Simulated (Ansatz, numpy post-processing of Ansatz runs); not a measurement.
# Band gap, electron mass and valence splitting of zincblende GaN under biaxial strain normal to [111], from r2SCAN with spin-orbit coupling

In GaN each gallium atom is bonded to four nitrogen atoms. The top of the valence band is built mainly from nitrogen p orbitals, and the bottom of the conduction band from antibonding s orbitals of both atoms. A film grown on a substrate of different lattice constant is strained in its plane, which changes its emission energy and decides which holes carry the current. We ask how the gap, the electron mass and the valence levels of the zincblende form respond to such strain normal to [111]. Strain is measured from the cell relaxed with r2SCAN, and the valence splitting from the valence top downwards. Semilocal Kohn-Sham gaps lie below measured ones, so the changes with strain matter more here than the absolute gaps.

## How the numbers were made

GaN (zincblende), space group 216 without strain and R3m under strain, 2 atoms in the cell, not the usual structure at ambient conditions. The reference is the cell relaxed to zero pressure with this functional (primitive vectors 3.180, 3.180, 3.180 angstrom). An equal strain is imposed in the plane normal to [111], as by a substrate; the length along [111] is adjusted until the stress along it vanishes, and ions are relaxed. Ansatz 0.2.0, plane waves with PAW potentials (set ansatz_paw_generated_soft_1), r2SCAN, with spin-orbit coupling, no spin polarisation, no Hubbard U; cutoff 600 eV, self-consistent k meshes 8x8x8. Band extrema were located on a dense mesh in each cell and refined; masses are central differences at 0.008 and 0.03 1/angstrom. The same in all rows: where the valence-band maximum and the conduction-band minimum lie in the zone: Gamma to Gamma.

- imposed strain (per cent): in-plane strain imposed, positive in tension.
- free strain (per cent): resulting strain along the free axis.
- band gap (eV): fundamental Kohn-Sham gap, conduction-band minimum minus valence-band maximum.
- electron mass (m_e): electron conductivity mass of the lowest valley, in free-electron masses.
- valence splitting (eV): depth of the next valence level below the valence top, at the same point of the zone, listed up to 1.2 eV.

## Computed values

| member | imposed strain (per cent) | free strain (per cent) | band gap (eV) | electron mass (m_e) | valence splitting (eV) |
| --- | --- | --- | --- | --- | --- |
| −2.0 per cent | −2.0 | 0.89 | 2.281 | 0.184 | 0.0064 |
| −1.5 per cent | −1.5 | 0.66 | 2.260 | 0.181 | 0.0064 |
| −1.0 per cent | −1.0 | 0.44 | 2.233 | 0.178 | 0.0065 |
| −0.5 per cent | −0.5 | 0.22 | 2.203 | 0.175 | 0.0063 |
| +0.0 per cent | 0.0 | 0.00 | ? | ? | ? |
| +0.5 per cent | 0.5 | −0.21 | 2.086 | 0.168 | 0.0419 |
| +1.0 per cent | 1.0 | −0.42 | 2.001 | 0.164 | 0.0844 |
| +1.5 per cent | 1.5 | −0.63 | 1.916 | 0.160 | 0.1235 |
| +2.0 per cent | 2.0 | −0.83 | 1.831 | 0.156 | 0.1592 |

Cells marked ? are withheld until the estimate has been made.

Least-squares fits to the members shown, with x = imposed strain (per cent); R² in the fitted variables, residuals in the unit of y:

| y | members | fit | R² | rms residual | leave-one-out rms | standard deviation of y |
| --- | --- | --- | --- | --- | --- | --- |
| band gap (eV) | 8 | y = 2.1444 − 0.11377 x − 0.022969 x² | 1.00 | 0.0051 | 0.0092 | 0.17 |
| electron mass (m_e) | 8 | y = 0.17148 − 0.0070000 x − 3.8760×10⁻⁴ x² | 1.00 | 9.8×10⁻⁵ | 1.7×10⁻⁴ | 0.010 |

## Interpretation

The gap falls from each row to the next, from 2.281 eV at −2.0 per cent to 1.831 eV at +2.0 per cent, but at two different rates. Between −2.0 and −0.5 per cent the mean slope is (2.203 − 2.281) / 1.5 = −0.052 eV per per cent; between +0.5 and +2.0 per cent it is (1.831 − 2.086) / 1.5 = −0.170 eV per per cent. Both edges stay at Gamma, so the change of slope does not come from a move to another point of the zone.

Two effects add up. In-plane tension increases the volume, since the free axis shrinks by less than half the in-plane strain, and longer bonds lower the antibonding conduction edge relative to the valence band. Strain also separates the p orbitals lying in the plane from the one along [111]. Compression puts the in-plane pair on top, and its rise offsets part of the opening of the gap. Tension puts the [111] orbital on top, and its rise adds to the closing.

The splittings fit this picture. Under compression the two highest levels are the in-plane pair, separated only by spin-orbit coupling, and their distance stays at 0.0063 to 0.0065 eV. Under tension the tabled splitting is the distance from the [111] level to the upper of the two in-plane levels, and it grows by (0.1592 − 0.0419) / 1.5 = 0.078 eV per per cent.

The electron mass falls smoothly, by (0.184 − 0.156) / 4.0 = 0.007 m_e per per cent of tension. In k·p theory a smaller gap means a lighter electron. The directional average involves all three p-like valence levels, so an exchange of order among them need not put a kink in the mass.

## Predicting the missing value

Plain estimates from the members shown:

- +0.0 per cent, fit at x = 0.0: 2.144 eV
- +0.0 per cent, straight-line interpolation between −0.5 per cent and +0.5 per cent: w = (0.0 − (−0.5)) / (0.5 − (−0.5)) = 0.500, so 2.203 + 0.500 × (2.086 − 2.203) = 2.144 eV

Both plain estimates give 2.144 eV, and both should be too low. They draw a smooth curve or a straight line across zero strain, where the valence top changes character and the gap abruptly begins to fall more steeply.

A smooth quantity is the distance from the upper in-plane valence level to the conduction edge. Under compression this is the gap itself; under tension it is the gap plus the valence splitting: 2.086 + 0.0419 = 2.1279 eV at +0.5 per cent and 2.001 + 0.0844 = 2.0854 eV at +1.0 per cent. Without strain this level belongs to the degenerate valence top, so the distance is again the gap. Its spin-orbit shift is the same at every strain, and no correction is needed.

For members at distances a and b on either side of the wanted strain, with a the smaller, a cubic through all four gives each nearer member the weight b² / [2(b² − a²)] and each farther one the weight −a² / [2(b² − a²)]. The four nearest members give, at zero strain,

[4 × (2.203 + 2.1279) − (2.233 + 2.0854)] / 6 = 2.1675 eV.

We tried the same construction on −0.5 per cent, with members 1.0 and 1.5 per cent away on either side: 0.9 × (2.260 + 2.1279) − 0.4 × (2.281 + 2.0854) = 2.2026 eV, against 2.203 eV in the table. For +0.5 per cent the distances needed on the tension side are 1.916 + 0.1235 = 2.0395 eV and 1.831 + 0.1592 = 1.9902 eV, and the result is 0.9 × (2.203 + 2.0395) − 0.4 × (2.233 + 1.9902) = 2.1290 eV, against 2.1279 eV.

The larger of the two misses is thus about 0.001 eV. We take 0.002 eV as the error, because there are only two trials and the free-axis lengths rest on loosely converged stresses.

**Committed estimate, +0.0 per cent: band gap = 2.168 ± 0.002 eV.**

## The answer

| member | imposed strain (per cent) | free strain (per cent) | band gap (eV) | electron mass (m_e) | valence splitting (eV) |
| --- | --- | --- | --- | --- | --- |
| +0.0 per cent | 0.0 | 0.00 | 2.167 | 0.171 | 0.0103 |

| member | estimate | band gap (eV) | computed | estimate − computed | miss in error bars |
| --- | --- | --- | --- | --- | --- |
| +0.0 per cent | committed | 2.168 | 2.167 | +0.001 | 0.5 |
| +0.0 per cent | fit | 2.144 | 2.167 | −0.023 |  |
| +0.0 per cent | interpolation | 2.144 | 2.167 | −0.022 |  |

The estimate of 2.168 eV lies 0.001 eV above the computed 2.167 eV, half an error bar away. The fit and the straight-line interpolation were too low by 0.023 and 0.022 eV, because both smooth over the kink at zero strain. The distance from the upper in-plane valence level to the conduction edge has no such kink and could be interpolated across it.

The new row places the change of slope. From −0.5 per cent to zero the gap changes by (2.167 − 2.203) / 0.5 = −0.072 eV per per cent, and from zero to +0.5 per cent by (2.086 − 2.167) / 0.5 = −0.162 eV per per cent. This is what an exchange of the highest valence level at zero strain should give.

The splitting of 0.0103 eV without strain is the spin-orbit splitting of the cubic crystal. Theory leaves about two thirds of it between the in-plane levels once strain has moved the [111] level well away, 2 / 3 × 0.0103 = 0.0069 eV, close to the 0.0063 to 0.0065 eV found under compression.

## Members off the line

Least-squares fits to the whole series, with x = imposed strain (per cent); R² in the fitted variables, residuals in the unit of y:

| y | members | fit | R² | rms residual | leave-one-out rms | standard deviation of y |
| --- | --- | --- | --- | --- | --- | --- |
| band gap (eV) | 9 | y = 2.150 − 0.1138 x − 0.02492 x² | 1.00 | 0.0081 | 0.013 | 0.16 |
| electron mass (m_e) | 9 | y = 0.17135 − 0.0070000 x − 3.4632×10⁻⁴ x² | 1.00 | 1.7×10⁻⁴ | 2.2×10⁻⁴ | 0.0096 |

Largest departures from the fit to the whole series:

| member | band gap (eV) | fit | computed − fit | in rms residuals |
| --- | --- | --- | --- | --- |
| +0.0 per cent | 2.167 | 2.150 | +0.017 | 2.1 |
| +1.0 per cent | 2.001 | 2.011 | −0.010 | 1.3 |
| +2.0 per cent | 1.831 | 1.823 | +0.008 | 1.0 |
| +1.5 per cent | 1.916 | 1.923 | −0.007 | 0.9 |

The largest departures come from the form of the fit, and none of them points to a faulty run. The unstrained member lies 0.017 eV above the parabola, or 2.1 rms residuals, because a parabola rounds off the kink that the gap has there.

The tension side shows the same fault with both signs. From +0.5 to +2.0 per cent the gap falls by the same amount at each of the three steps, (2.086 − 1.831) / 3 = 0.085 eV, which is a straight line, while the parabola bends downwards. It therefore runs above the computed gaps at +1.0 and +1.5 per cent, by 0.010 and 0.007 eV, and below the one at +2.0 per cent, by 0.008 eV.

In the valence splitting the unstrained row looks out of place, since 0.0103 eV is more than any compressed row shows. Without strain the two uppermost levels coincide, and the next one down is the spin-orbit split-off level. Under compression the tabled distance is that between the two in-plane levels, so the column does not follow the same pair of levels throughout.

## Summary

Between −2.0 and +2.0 per cent, in-plane tension normal to [111] lowers the gap and the electron mass, and the gap responds more strongly to tension than to compression. For a further member under compression, interpolating the distance to the upper in-plane level should give the gap to about 0.002 eV. Under tension the valence splitting must be interpolated as well and subtracted, which adds an error of its own.

For a film under 0.5 to 2.0 per cent of tension, each additional 0.1 per cent lowers the gap by 0.1 × 0.170 = 0.017 eV, or 17 meV.

The gaps span 2.281 − 1.831 = 0.450 eV. Like other semilocal functionals, r2SCAN places the gap itself too low. Much of this error is probably common to all rows, so the shifts with strain should be more reliable than the absolute gaps.

[On method and selection: In some or all of these runs the check for a lower neighbouring minimum or state was switched off (adjacent_minimum: false), so a lower one is not excluded. Runs that did not converge, have known faults or may not be shown are not listed, and runs on Ansatz's PAW sets soft_1 and soft_2 are kept to separate tables.]
